**Q:** A cubic crystal of BaZrO₃ is enlarged in a calculation by pulling equally on all three axes, one percent of the edge at a time. How hard does it pull back? And if the first two steps are known, can the next two be worked out before they are computed?

**A:** Start with sizes worth remembering. The bulk modulus, the resistance to a change of volume, is about 160 GPa here. One percent in edge is three percent in volume, so near the relaxed size a one-percent step changes the pressure by about 5 GPa. The question is how that figure changes when the steps are repeated.

Ansatz 0.2.0, density functional theory with the r2SCAN functional for cubic BaZrO₃ (five-atom cell, space group Pm-3m), strained equally along all three axes. The runs are spin-unpolarised and use PAW potentials, a plane-wave cutoff of 500 eV, a 6×6×6 k mesh and fixed occupations. Pressure is positive in compression.

| volume (Å³/atom) | shortest distance (Å) | pressure (GPa) |
| --- | --- | --- |
| 13.160 | 2.019 | 26.050 |
| 13.575 | 2.040 | 18.160 |
| 13.842 | 2.053 | 13.700 |
| 14.000 | 2.061 | 11.250 |
| 14.433 | 2.082 | 5.220 |
| 14.874 | 2.103 | -0.040 |
| 15.325 | 2.124 | -4.600 |
| 15.785 | 2.145 | -8.550 |
| 16.254 | 2.166 | ? |
| 16.732 | 2.187 | ? |

**Q:** What do the negative pressures mean?

**A:** Pressure is counted positive when the cell pushes outward and has to be held together. At 14.874 Å³/atom it is practically zero, because that is the relaxed crystal. In larger cells the crystal would shrink if it were released, so the negative sign records an imposed stretch. The column "shortest distance" is the Zr–O contact, and in this structure the Ba–O contact grows in exact proportion to it. The pressure therefore belongs to the whole lattice, and the table can't divide it between the two kinds of contact.

**Q:** The values don't fall evenly. Is that a pattern?

**A:** It is the main pattern. From 13.160 to 13.575 Å³/atom, a one-percent step in edge, the pressure falls by 7.89 GPa. From 15.325 to 15.785 Å³/atom, again one percent, it falls by 3.95 GPa, which is half as much. The row at 13.842 Å³/atom falls inside one of these even steps, so the shorter intervals on either side of it must be compared per unit of volume. Compared in that way, the fall becomes gentler from each known interval to the next.

**Q:** Why should a crystal become softer as it is stretched?

**A:** Picture two large forces that nearly cancel. Positive and negative ions attract each other, which pulls the lattice inward. Their filled electron shells resist overlapping, which pushes it outward. The attraction has a long range and weakens slowly with distance, whereas the repulsion depends on overlap and dies away quickly. In the relaxed crystal the two balance.

Now stretch the edge by one percent. Counted as pressures, that is as force per area, the inward pull drops by about four percent, and the outward push typically drops by something like a tenth. The push loses more than the pull, so the lattice is left pulling inward.

**Q:** That explains why the pressure falls. Why does it fall less with each step?

**A:** Each step removes a fraction of what is left. The repulsion runs down faster, so the amount it loses per step also shrinks faster than the amount the attraction loses. The fall in pressure is the difference between these two losses, and that difference narrows. Under compression the argument runs backwards and the crystal stiffens. This is the standard picture of an ionic solid. The table shows the softening, but it doesn't separate the two forces.

**Q:** Could something else happen in the next two cells, such as a sudden change in the electrons?

**A:** The same calculations give no sign of it. In the known cells BaZrO₃ remains an insulator, and its computed band gap, several electronvolts wide, shrinks smoothly by little more than a tenth from the smallest cell to the largest. Two more steps at that rate leave the gap wide open.

Symmetry is the other condition. The five-atom cubic cell keeps each ion at its ideal site and has no room for the oxygen octahedra to tilt in alternation. A real crystal that was strongly squeezed or stretched might distort, so the forecast concerns the ideal cubic lattice only.

**Q:** How do we turn the picture into numbers?

**A:** Pressure is minus the slope of energy against volume. The energy has a minimum at the relaxed volume, so we can expand it around that point in a suitable measure of strain. The Birch–Murnaghan equation does this with

w = (14.874/V)^(1/3) and f = (w² − 1)/2,

where V is the volume per atom. The factor w compares the relaxed edge with the actual one. The strain f is zero in the relaxed cell and negative in a stretched one. Keeping the energy to third order in f gives

P = w⁵ (a + b f + c f²).

The constant b sets the stiffness, and c corrects the way it changes with strain. The small constant a lets the pressure vanish slightly away from the reference volume. A least-squares fit to the eight known rows gives a = −0.027, b = 489.7 and c = 246.6, all in GPa, and it follows those rows to about 0.01 GPa.

**Q:** Can I do one case by hand?

**A:** Take the outermost cell, 16.732 Å³/atom, which had no part in the fit.

- The volume ratio is 14.874/16.732 = 0.8890, so w = 0.9615 and w⁵ = 0.8219.
- The strain is f = (0.9245 − 1)/2 = −0.0377.
- The three terms in the bracket are −0.03, −18.48 and +0.35, which add up to −18.16.
- Multiplying by w⁵ gives P = −14.92 GPa.

The term in b does most of the work. The factor w⁵ then takes off almost a fifth, and that factor carries most of the softening.

**Q:** Why not simply continue the line through the last two known points?

**A:** A straight line assumes that the softening stops at the last known cell. It gives −16.68 GPa at 16.732 Å³/atom, far more tension than the curved forecast. The physical picture offers no reason for the softening to stop there, so I expect the line to overshoot.

A more serious rival writes the two forces down directly. If d is the distance between ions, the Coulomb energy varies as 1/d and the volume as d³, so the attractive pressure varies as 1/d⁴. An exponential repulsion supplies the other part. Fitted to the same eight rows, also with three adjustable constants, this ionic formula differs from Birch–Murnaghan by only 0.04 GPa in the outermost cell.

**Q:** Then how wide should the error bar be?

**A:** We can rehearse on rows that we already know. I refitted the Birch–Murnaghan equation to the six rows up to 14.874 Å³/atom and asked it for the next two. It missed by 0.02 GPa one step out and by 0.05 GPa two steps out. The real forecast reaches equally far beyond its own data.

The stresses themselves could also be slightly off, because a plane-wave basis with a fixed cutoff doesn't describe every volume equally well. The total energies offer a test. Between 15.325 and 15.785 Å³/atom their slope gives a mean pressure of −6.625 GPa, while the average of the two end pressures is −6.575 GPa. A difference of that size and sign is expected, because the pressure curve sags below the straight line between its ends. I see no large basis error there, but I allow some room for a small one.

**Q:** So what is the forecast?

**A:** I take the Birch–Murnaghan values as they stand:

- at 16.254 Å³/atom, −11.98 ± 0.10 GPa;
- at 16.732 Å³/atom, −14.92 ± 0.20 GPa.

The ranges are judgements based on the rehearsal, the choice of formula and possible basis errors. Both pressures should be negative and still falling, with no turn back. The next two steps should lower the pressure by 11.98 − 8.55 = 3.43 GPa and then by 14.92 − 11.98 = 2.94 GPa, each less than the step before.

**Q:** Let's see the computed values.

The withheld rows as computed:

| volume (Å³/atom) | shortest distance (Å) | pressure (GPa) |
| --- | --- | --- |
| 16.254 | 2.166 | -11.950 |
| 16.732 | 2.187 | -14.870 |

**A:** Both lie inside their ranges. The pressure keeps falling, by 3.40 GPa and then by 2.92 GPa, so the softening continues as forecast. The straight line overshoots the tension in the outermost cell by 1.81 GPa, about 12 % of the computed pressure. That is the price of ignoring the softening for only two steps.

**Q:** The forecast wasn't exact, though. Is there a pattern in the misses?

**A:** There is. Both forecasts give slightly too much tension, by 0.03 GPa at 16.254 Å³/atom and by 0.05 GPa at 16.732 Å³/atom. The rehearsal erred in the same direction. Each miss is only about a quarter of the range I allowed, so the error bars were wider than these two cells needed.

A likely reason is that the expansion stops too early. An omitted higher term hardly matters among the fitted rows, where the other constants can absorb it, but it grows outside them. The constant c points the same way: it was about 222 GPa in the rehearsal and rose to about 247 GPa when the two stretched rows were added. The fits give these two values uncertainties of about 11 and 7.8 GPa, so the drift is only a weak sign that c is standing in for a term that was left out.

**Q:** Did the ionic formula do better?

**A:** Yes. It missed by about 0.01 GPa in both cells, again towards too much tension. An exponential contains all the higher powers of the strain, so it is not cut off in the same way. Its success agrees with the picture of slow attraction and fast repulsion, but other smooth curves could do nearly as well over so short a range. I wouldn't read its fitted constants as the true strengths of the two forces.

**Q:** What could an engineer use from this?

**A:** The stiffness of a crystal changes with its volume, so the value for the relaxed crystal can't simply be carried over to a strongly stretched one. According to the fit to the eight known rows, the bulk modulus falls from 163 GPa in the relaxed crystal to 94 GPa at 16.732 Å³/atom. An edge only four percent longer has cost about two fifths of the stiffness. Dividing the loss by the tension, (163 − 94)/14.9, gives between 4 and 5 GPa of bulk modulus lost for each GPa of tension.

That ratio is of the usual size for ionic solids, so it gives a first guess for another ionic oxide such as MgO. Begin with its bulk modulus, multiply by the fractional change in volume, and lower the modulus as the tension builds up.

**Q:** Does it also mean that BaZrO₃ can carry a tension of 15 GPa?

**A:** No. The calculation holds a perfect lattice at a chosen size and reports the stress. A real piece contains cracks and grain boundaries, where it would fail far earlier. Even a perfect crystal might first lower its energy by moving ions off their centred sites, which the cubic symmetry kept here forbids. The numbers describe how the ideal cubic lattice responds to stretching, and its strength is a separate question.
